**Breaks in elastic and transport cross sections of atoms for 500 eV electrons**

The table holds integrated elastic, first and second transport cross sections and the backward-hemisphere share for 14 neutral atoms from B to Bi, from Dirac partial waves in the static Dirac-Fock field with Furness-McCarthy exchange, without polarisation or absorption. The program compares them with a parameter-free Thomas-Fermi (Molière) atom solved by Schrödinger partial waves, with first Born theory in the same potential, with power laws in Z and with interpolation between adjacent rows. Splitting the elastic cross section into hemispheres shows that the zigzag is forward: Zn lies 25 % below and Nd 33 % above the power law, while their backward parts are within 2 % of the shell-free model. That model matches the first transport cross section to about 8 % up to Nd but keeps rising where the table falls 17 % from Nd to Lu. Born theory gives an elastic exponent of 1.32 against 0.57 for the table.

Integrated elastic and transport cross sections of free neutral atoms for 500 eV electrons, calculated with Radial Dirac-Fock and Kohn-Sham solver 3. The calculations use Dirac partial waves in the static field of the Dirac-Fock density with Furness-McCarthy exchange, and include no polarisation or absorption.

## Program and output

```python
# Table: elastic, first and second transport cross sections (bohr^2) and backward share (%) for 500 eV electrons on
# neutral atoms; radial Dirac-Fock solver, Dirac partial waves, static field + Furness-McCarthy exchange.
# Tested: shell-free Thomas-Fermi (Moliere) atom with Schroedinger partial waves, first Born, and a power law in Z.
T = {
    'ion': ['B', 'Mg', 'Ar', 'Cr', 'Zn', 'Br', 'Mo', 'Cd', 'Xe', 'Nd', 'Tb', 'Lu', 'Ir', 'Bi'],
    'Z': [5, 12, 18, 24, 30, 35, 42, 48, 54, 60, 65, 71, 77, 83],
    'elastic_cross_section': [3.342, 5.986, 7.309, 8.815, 7.525, 9.721, 13.04, 11.34, 13.79, 18.35, 16.02, 14.82, 14.03, 16.29],  # bohr²
    'first_transport_cross_section': [0.3294, 1.049, 1.749, 2.379, 2.697, 3.011, 3.545, 3.827, 4.228, 4.384, 4.104, 3.647, 3.593, 3.689],  # bohr²
    'second_transport_cross_section': [0.6477, 1.442, 2.11, 2.38, 2.108, 2.439, 3.132, 3.31, 3.869, 4.187, 4.12, 4.075, 4.404, 4.829],  # bohr²
    'backward_hemisphere_share': [2.099, 6.663, 9.326, 10.92, 15.42, 13.45, 12.26, 16.16, 14.19, 10.59, 11.08, 10.27, 10.5, 9.514],  # %
}
import numpy as np
from scipy.constants import physical_constants as pc
from scipy.special import spherical_jn as jn, spherical_yn as yn, eval_legendre, roots_legendre
sp = T['ion']; Z = np.array(T['Z'], float); n = len(Z); ix = {s: i for i, s in enumerate(sp)}
el, s1, s2, sh = (np.array(T[c], float) for c in ('elastic_cross_section', 'first_transport_cross_section', 'second_transport_cross_section', 'backward_hemisphere_share'))
bk = el*sh/100; fw = el - bk; tab = np.array([el, fw, bk, s1, s2]); nm = ['el', 'fwd', 'back', 'tr1', 'tr2']
k = np.sqrt(2*500/pc['Hartree energy in eV'][0]); A = (0.35, 0.55, 0.10); B = (0.3, 1.2, 6.0)  # Moliere screening
Zs = np.arange(5., 91.); Zc = np.concatenate([Zs, Z]); mv = np.concatenate([0*Zs, 2 + 0*Z]); a = 0.8853*Zc**(-1/3)
def W(r):  # 2V-k^2; the last n columns move two electrons from a cloud of <r>=1 bohr to one of <r>=3 bohr
    q = Zc*sum(x*np.exp(-y*r/a) for x, y in zip(A, B)) + mv*((1 + .5*r)*np.exp(-r) - (1 + 1.5*r)*np.exp(-3*r))
    return -2*q/r - k*k
r = [1e-4]
while r[-1] < 25: r.append(r[-1] + min(0.005*r[-1], 0.01))
r = np.array(r); rm = (r[1:] + r[:-1])/2; Wn = W(r[:, None]); Wm = W(rm[:, None])
l = np.arange(71); LL = (l*(l + 1.))[None, :]; u = np.ones((len(Zc), len(l))); v = (l + 1)/r[0] - Zc[:, None]/(l + 1)
g1 = LL/r[0]**2 + Wn[0][:, None]
for i in range(len(rm)):  # RK4 for u'' = g u
    h = r[i+1] - r[i]; g0 = g1; gm = LL/rm[i]**2 + Wm[i][:, None]; g1 = LL/r[i+1]**2 + Wn[i+1][:, None]
    b1 = g0*u; a2 = v + h/2*b1; b2 = gm*(u + h/2*v); a3 = v + h/2*b2; b3 = gm*(u + h/2*a2); a4 = v + h*b3; b4 = g1*(u + h*a3)
    u = u + h/6*(v + 2*a2 + 2*a3 + a4); v = v + h/6*(b1 + 2*b2 + 2*b3 + b4); s = abs(u) + abs(v); u /= s; v /= s
x = k*r[-1]; J, Y = jn(l, x), yn(l, x)
d = np.arctan2(u*(J + x*jn(l, x, True)) - v/k*x*J, u*(Y + x*yn(l, x, True)) - v/k*x*Y)
t, w = roots_legendre(200); mu = np.concatenate([(t + 1)/2, (t - 1)/2]); w = np.pi*np.concatenate([w, w])
ints = lambda f2: np.array([f2@(w*p) for p in (1 + 0*mu, mu > 0, mu < 0, 1 - mu, 1.5*(1 - mu**2))])
M = ints(abs(((2*l + 1)*np.exp(1j*d)*np.sin(d)/k)@eval_legendre(l[:, None], mu[None, :]))**2)
Bo = ints((2*Zc[:, None]*sum(x_/(2*k*k*(1 - mu) + (y/a[:, None])**2) for x_, y in zip(A, B)))**2)
j = (Z - 5).astype(int); mod = M[:, j]; born = Bo[:, j]; pert = 100*(M[:, len(Zs):]/mod - 1)
lz = np.log(Z); fit = [np.polyfit(lz, np.log(y), 1) for y in tab]; pw = np.array([np.exp(np.polyval(p, lz)) for p in fit])
f = (lz[1:-1] - lz[:-2])/(lz[2:] - lz[:-2]); nb = 100*(tab[:, 1:-1]/(tab[:, :-2]**(1 - f)*tab[:, 2:]**f) - 1)
rnd = max((50*10**(np.floor(np.log10(y)) - 3)/y).max() for y in (el, s1, s2, sh))
print(f"k = {k:.2f}/bohr, Z/k = {Z[0]/k:.2f} to {Z[-1]/k:.1f}, 4pi/k^2 = {4*np.pi/k**2:.3f} bohr^2, table rounding <= {rnd:.2f} %")
print("bohr^2: table fwd back | shell-free model el fwd back tr1 tr2 | Born el tr1")
for i in range(n): print(f"{sp[i]:2s} {fw[i]:6.2f} {bk[i]:5.2f} |" + "".join(f"{y:6.2f}" for y in mod[:, i]) + f" |{born[0, i]:7.1f}{born[3, i]:6.1f}")
print("% table vs: model el fwd back tr1 tr2 | power law el fwd tr1 | neighbours fwd back tr1 tr2")
for i in range(n):
    e = "".join(f"{y:+6.1f}" for y in nb[1:, i-1]) if 0 < i < n-1 else "  end row"
    print(f"{sp[i]:2s}" + "".join(f"{y:+5.0f}" for y in 100*(tab[:, i]/mod[:, i] - 1)) + " |" + "".join(f"{y:+5.0f}" for y in 100*(tab[[0, 1, 3], i]/pw[[0, 1, 3], i] - 1)) + " |" + e)
row = lambda y, F: " ".join(f"{c} {F.format(z)}" for c, z in zip(nm, y))
print("power-law exponent, table:", row([p[0] for p in fit], "{:.2f}"))
print("power-law exponent, Born:", row([np.polyfit(lz, np.log(y), 1)[0] for y in born], "{:.2f}"))
print("mean table/model factor:", row(np.exp(np.log(tab/mod).mean(1)), "{:.2f}"))
print("rms % about that factor:", row(100*np.log(tab/mod).std(1), "{:.1f}"))
print("rms % about power law:", row(100*np.log(tab/pw).std(1), "{:.1f}"))
ext = lambda y, s: [int(Zs[i]) for i in range(1, len(Zs) - 1) if s*y[i] > s*y[i-1] and s*y[i] > s*y[i+1]] or "none"
print("model, Z=5-90, local max/min at Z:", "; ".join(f"{nm[c]} {ext(M[c], 1)}/{ext(M[c], -1)}" for c in range(5)))
L_, N_, X_ = ix['Lu'], ix['Nd'], ix['Xe']
print(f"tr1 Nd->Lu: table {100*(s1[L_]/s1[N_]-1):+.1f} %, model {100*(mod[3, L_]/mod[3, N_]-1):+.1f} %; back Xe->Lu: table {100*(bk[L_]/bk[X_]-1):+.1f} %, model {100*(mod[2, L_]/mod[2, X_]-1):+.1f} %; tr1 spread Lu-Bi {100*(s1[-3:].max()/s1[-3:].min()-1):.1f} %")
for s in ('Br', 'Nd', 'Bi'):
    dd = d[j[ix[s]]]; tm = 4*np.pi/k**2*(l[:-1] + 1)*np.sin(dd[:-1] - dd[1:])**2
    print(f"model tr1 terms l=0..5, {s} (bohr^2):", " ".join(f"{y:.2f}" for y in tm[:6]), f"rest {tm[6:].sum():.2f}")
print("two electrons moved out, % change min/max over Z>=12:", row(zip(pert[:, 1:].min(1), pert[:, 1:].max(1)), "{0[0]:+.0f}/{0[1]:+.0f}"))
print(f"B: upper bound of tr2 for weight sin^2 = {2*(s1[0]-bk[0])+bk[0]:.3f}, table {s2[0]:.3f} bohr^2 (weight 1-P2 used)")
assert all(fw[ix[s]] < min(fw[ix[s]-1], fw[ix[s]+1]) for s in ('Zn', 'Cd'))
assert np.all(np.diff(bk[:X_+1]) > 0) and bk[L_] < bk[X_]
assert np.argmax(s1) == N_ and np.all(np.diff(s1[:N_+1]) > 0)
assert 0 < fit[0][0] < 4/3
```

Running it gives:

```
k = 6.06/bohr, Z/k = 0.82 to 13.7, 4pi/k^2 = 0.342 bohr^2, table rounding <= 0.05 %
bohr^2: table fwd back | shell-free model el fwd back tr1 tr2 | Born el tr1
B    3.27  0.07 |  4.59  4.53  0.07  0.32  0.63 |    5.4   0.3
Mg   5.59  0.40 |  9.30  8.93  0.37  1.09  1.66 |   17.3   1.5
Ar   6.63  0.68 | 11.68 11.00  0.68  1.75  2.19 |   29.5   3.0
Cr   7.85  0.96 | 13.33 12.41  0.92  2.36  2.53 |   43.1   4.9
Zn   6.36  1.16 | 14.50 13.36  1.14  2.90  2.79 |   57.8   7.2
Br   8.41  1.31 | 15.22 13.88  1.34  3.29  2.99 |   70.8   9.3
Mo  11.44  1.60 | 16.09 14.47  1.63  3.73  3.30 |   89.9  12.7
Cd   9.51  1.83 | 16.60 14.78  1.82  4.04  3.62 |  107.1  15.9
Xe  11.83  1.96 | 16.81 14.88  1.93  4.29  3.99 |  125.0  19.4
Nd  16.41  1.94 | 16.99 15.03  1.96  4.48  4.33 |  143.5  23.2
Tb  14.24  1.78 | 17.32 15.36  1.96  4.59  4.60 |  159.3  26.5
Lu  13.30  1.52 | 17.88 15.93  1.95  4.66  4.90 |  178.7  30.7
Ir  12.56  1.47 | 18.27 16.29  1.98  4.69  5.22 |  198.7  35.1
Bi  14.74  1.55 | 18.15 16.09  2.06  4.70  5.56 |  219.1  39.8
% table vs: model el fwd back tr1 tr2 | power law el fwd tr1 | neighbours fwd back tr1 tr2
B   -27  -28   +7   +4   +3 |   -2   +1  -34 |  end row
Mg  -36  -37   +8   -4  -13 |   +6   +8   +1 |  +5.4 +20.2  +1.7  -0.7
Ar  -37  -40   +1   -0   -4 |   +3   +3  +20 |  -2.8  +2.1  +3.3  +9.1
Cr  -34  -37   +4   +1   -6 |   +5   +4  +28 | +21.2  +4.7  +6.6 +12.9
Zn  -48  -52   +2   -7  -24 |  -21  -25  +21 | -22.2  +0.6  -1.4 -12.7
Br  -36  -39   -2   -8  -18 |   -6   -9  +18 |  +1.0  -2.7  -1.5  -3.5
Mo  -19  -21   -2   -5   -5 |  +13  +12  +20 | +26.7  +0.6  +2.5  +7.7
Cd  -32  -36   +1   -5   -9 |   -9  -13  +15 | -18.4  +3.0  -1.7  -5.5
Xe  -18  -20   +1   -1   -3 |   +4   +1  +16 |  -6.7  +3.5  +2.8  +3.3
Nd   +8   +9   -1   -2   -3 |  +30  +33  +10 | +24.8  +5.0  +5.5  +4.4
Tb   -7   -7   -9  -11  -10 |   +9  +10   -4 |  -4.1  +2.6  +2.2  -0.3
Lu  -17  -17  -22  -22  -17 |   -5   -2  -21 |  -0.3  -5.5  -4.8  -4.5
Ir  -23  -23  -26  -23  -16 |  -14  -11  -27 | -10.5  -4.1  -2.1  -1.0
Bi  -10   -8  -25  -22  -13 |   -4   +0  -30 |  end row
power-law exponent, table: el 0.57 fwd 0.54 back 1.03 tr1 0.84 tr2 0.67
power-law exponent, Born: el 1.32 fwd 1.30 back 1.86 tr1 1.72 tr2 1.67
mean table/model factor: el 0.75 fwd 0.73 back 0.95 tr1 0.92 tr2 0.90
rms % about that factor: el 18.4 fwd 21.0 back 12.3 tr1 9.6 tr2 8.1
rms % about power law: el 11.7 fwd 13.1 back 33.1 tr1 22.2 tr2 9.5
model, Z=5-90, local max/min at Z: el [79]/none; fwd [78]/none; back [60]/[69]; tr1 none/none; tr2 none/none
tr1 Nd->Lu: table -16.8 %, model +3.9 %; back Xe->Lu: table -22.2 %, model +1.0 %; tr1 spread Lu-Bi 2.7 %
model tr1 terms l=0..5, Br (bohr^2): 0.33 0.65 1.00 0.67 0.29 0.14 rest 0.20
model tr1 terms l=0..5, Nd (bohr^2): 0.31 0.51 0.71 1.37 0.83 0.36 rest 0.40
model tr1 terms l=0..5, Bi (bohr^2): 0.31 0.45 0.44 0.78 1.48 0.65 rest 0.60
two electrons moved out, % change min/max over Z>=12: el +22/+67 fwd +24/+70 back -2/+8 tr1 +7/+11 tr2 +9/+22
B: upper bound of tr2 for weight sin^2 = 0.589, table 0.648 bohr^2 (weight 1-P2 used)
```
